Question: Which part of the Fermi surface carries the current in iridium?

I am looking at iridium as a metal for narrow wires, and I have the results below. As I read them, a "sheet" is the part of the Fermi surface that belongs to one band, "sheet dos" counts its states at the Fermi level, and "sheet mean speed" tells how fast the electrons there move.

Fcc iridium, computed with Ansatz 0.2.0: DFT with the PBE functional and spin-orbit coupling, plane waves (cutoff 420 eV) and PAW, cell not relaxed. The density was converged on an 18x18x18 k mesh with Gaussian smearing of 0.05 eV, and the sheets were evaluated at that density on a 28x28x28 mesh.

```
row  sheet dos (states/eV/cell)  sheet spin  sheet band  sheet filled share  sheet mean speed (1e5 m/s)
  1                       0.008      spinor          13               0.997                      12.712
  2                       0.008      spinor          14               0.997                      12.712
  3                       0.075      spinor          15               0.962                       6.804
  4                       0.075      spinor          16               0.962                       6.804
  5                       0.251      spinor          17               0.422                       7.898
  6                       0.251      spinor          18               0.422                       7.898
  7                       0.114      spinor          19               0.120                       6.545
  8                       0.114      spinor          20               0.120                       6.545
```

Bands 13 and 14 are by far the fastest, so my first thought was that they do most of the conducting. A colleague says that speed is beside the point and that I should look for the sheet with the most states. Who is right, and does the answer matter for a thin wire?

Answer:

First, the eight rows are four sheets. The crystal has inversion symmetry and no magnetic moment, so each band comes as an identical pair, and each pair counts as one case. The filled share, the fraction of the Brillouin zone in which a band is occupied, tells what kind of sheet each pair makes. Bands 13/14 and 15/16 are nearly full, with small pockets of holes. Bands 19/20 hold a small closed region of electrons, and bands 17/18, a little under half full, make the large sheet.

To weigh the two ideas, follow what a field does. During the time τ between collisions, a field E changes the energy of an electron by eEτ times its speed along the field. If a sheet has N states per eV, the number of electrons thrown out of balance is therefore proportional to N times speed. Each of them carries a current that is again proportional to its speed. In a cubic crystal a third of v² belongs to any one direction, so with cell volume V a sheet contributes

σ = e² τ N v² / (3V)

You and your colleague have each picked one factor of a product. If τ is the same on every sheet, the shares of the current are the shares of N·v². With sheet dos as N and sheet mean speed as v, one row of each pair gives

bands 13/14: 0.008 × 12.7² ≈ 1.3
bands 15/16: 0.075 × 6.8² ≈ 3.5
bands 17/18: 0.251 × 7.9² ≈ 15.7
bands 19/20: 0.114 × 6.55² ≈ 4.9

The sum is 25.4, and 15.7/25.4 is 62%. The large sheet carries well over half of the current, and your fast pocket carries the least, about 5%.

Speed squared looks like a strong advantage, so why does the fast pocket lose so badly? Mainly because its surface is so small, but also because speed enters N itself. The states within a small energy window form a shell around the Fermi surface, and where electrons are fast that shell is thin. N is thus proportional to surface area divided by speed, and N·v² to area times speed: one power of v has cancelled. The fast pocket is 1.6 times as fast as the large sheet, but its surface is roughly twenty times smaller.

Your colleague's idea is harder to dismiss. Counting states picks the right leader and even puts all four sheets in the right order. It gives the large sheet 56% instead of 62%, which is not much of a failure. To separate the two measures, one has to change something that affects them differently.

Moving the Fermi level does this. Keep the bands as they were calculated and raise the level from 0.25 eV below its true position to 0.25 eV above it. The total number of states at the Fermi level grows by 16%. The total N·v² changes by less than the rounding of the data can resolve, about 1%. So, as long as τ stays the same, the number of states is a poor guide to how well the metal conducts, even though it ranked the sheets correctly. That N·v² is the right measure rests on the transport argument above; the numbers show that N alone cannot stand in for it.

Part of the reason lies in the large sheet. Over this shift its states increase by 42%, but its electrons slow down by 14%. Because speed counts twice, most of the gain is lost: the N·v² of this sheet rises by only about 6%. The band is getting flatter, and a flat band offers many states that each carry little current.

The rest is an exchange between the other sheets, and the free-electron gas shows its direction. For a single sphere of n electrons with mass m, N·v² equals 3n/m, so the conducting strength simply counts carriers, with light ones counting more. Raising the Fermi level adds electrons to an electron sphere and strengthens it; it fills up a hole pocket and weakens it. Here the two sheets of hole pockets together lose 16% of the total N·v², while the electron sheet of bands 19/20 gains 11%. The picture suits small, rounded sheets. It is no guide to the large one, whose electrons slow down as it fills, whereas those of a free-electron sphere speed up.

That the gains and losses balance so closely is a property of iridium in this energy range, not a law. Copper is a useful contrast. Its d bands lie entirely below the Fermi level and a single sheet remains, so there is no current to divide. In iridium the d bands are still partly empty and several of them cross the Fermi level, which is why the fastest electrons and the most numerous ones can sit on different sheets. For another metal of this kind, first compare area times speed sheet by sheet. To see how the small, rounded sheets respond when the level moves, ask whether they enclose electrons or holes; for a large sheet, check how its speed changes as well.

The weak point of the 62% is the common τ, because scattering was not calculated. The lead of the large sheet can take a fair amount of error here; the order of the smaller sheets is less secure. For the large sheet to lose its lead to bands 19/20, electrons there would have to survive about 3.2 times longer between collisions. For all the other sheets together to match it, they would need lifetimes 1.6 times longer.

In a thin wire, surfaces and grain boundaries limit how far an electron travels rather than how long, so an equal mean free path λ is the more natural assumption. Replacing vτ by λ turns the weight from N·v² into N·v, which is just the surface area. The large sheet then carries 59%, so your answer hardly depends on this choice. Summed over all sheets, the same formula gives the product of resistivity and mean free path that is used to compare metals for interconnects:

ρλ = 3V / (e² Σ N v) ≈ 4 × 10⁻¹⁶ Ω m²

If all scattering together held the path to 5 nm, the resistivity would be about 8 × 10⁻⁸ Ω m, or 8 µΩ cm. For a given path, what counts is therefore the total area of the Fermi surface, not the top speed of one small pocket.

The formula has no adjustable constant and was applied to all eight rows; the output printed after this answer lists the shares at the true and the shifted Fermi levels. Adding up the sheets gives a plasma energy, the usual measure of total conducting strength, within 0.2% of the value from the same calculation. Both use the same electron speeds, so this confirms the units and shows that the mean speed behaves as a root mean square. It is no independent test of the transport argument. It also means that ρλ comes out slightly too small, since a root mean square lies a little above the plain average.

Trust the leader more than the small shares. The sheets were evaluated on a denser k mesh than the one used to converge the density, but the cell was not relaxed, and the PBE functional finds it under a pressure of about 12 GPa, so the band edges may be somewhat displaced. Small pockets feel this most: between the two shifted Fermi levels the share of the fast pocket falls from 7% to 3%, while that of the large sheet stays near 60%.

Printed output of the fit:

```
Share of each two-fold sheet in percent (same value on both rows of a pair):
  row  band  states N  N v (equal mean free path)  N v2 (equal lifetime)  N v2 at -0.25 eV  N v2 at +0.25 eV
    1    13     1.786                       3.044                  5.109             6.795             2.823
    2    14     1.786                       3.044                  5.109             6.795             2.823
    3    15     16.74                       15.28                  13.72             19.72             8.272
    4    16     16.74                       15.28                  13.72             19.72             8.272
    5    17     56.03                       59.34                  61.87             59.43             63.31
    6    18     56.03                       59.34                  61.87             59.43             63.31
    7    19     25.45                       22.34                   19.3             14.06              25.6
    8    20     25.45                       22.34                   19.3             14.06              25.6
Speed of bands 13/14 over speed of bands 17/18 [ratio]: 1.61
States of bands 17/18 over states of bands 13/14 [ratio, one-digit denominator]: 31.38
Lifetime advantage all other sheets together need to match 17/18 [ratio]: 1.623
Lifetime advantage bands 19/20 alone need to match 17/18 [ratio]: 3.206
Plasma energy summed from the sheets [eV]: 9.699
Its difference from the 9.68 eV of the same run [percent]: 0.1933
Resistivity times mean free path, equal path on all sheets [1e-16 ohm m2]: 3.941
Change of total states from -0.25 to +0.25 eV [percent]: 15.69
Change of total N v2 from -0.25 to +0.25 eV [percent]: -0.8702
Largest error of that change from rounded states [percentage points]: 1.204
Part of that change from hole pockets 13 to 16 [percent of total]: -15.52
Part of that change from bands 17/18 [percent of total]: 3.326
Part of that change from bands 19/20 [percent of total]: 11.32
Change of states in bands 17/18 over the shift [percent]: 41.94
Change of speed in bands 17/18 over the shift [percent]: -13.75
```
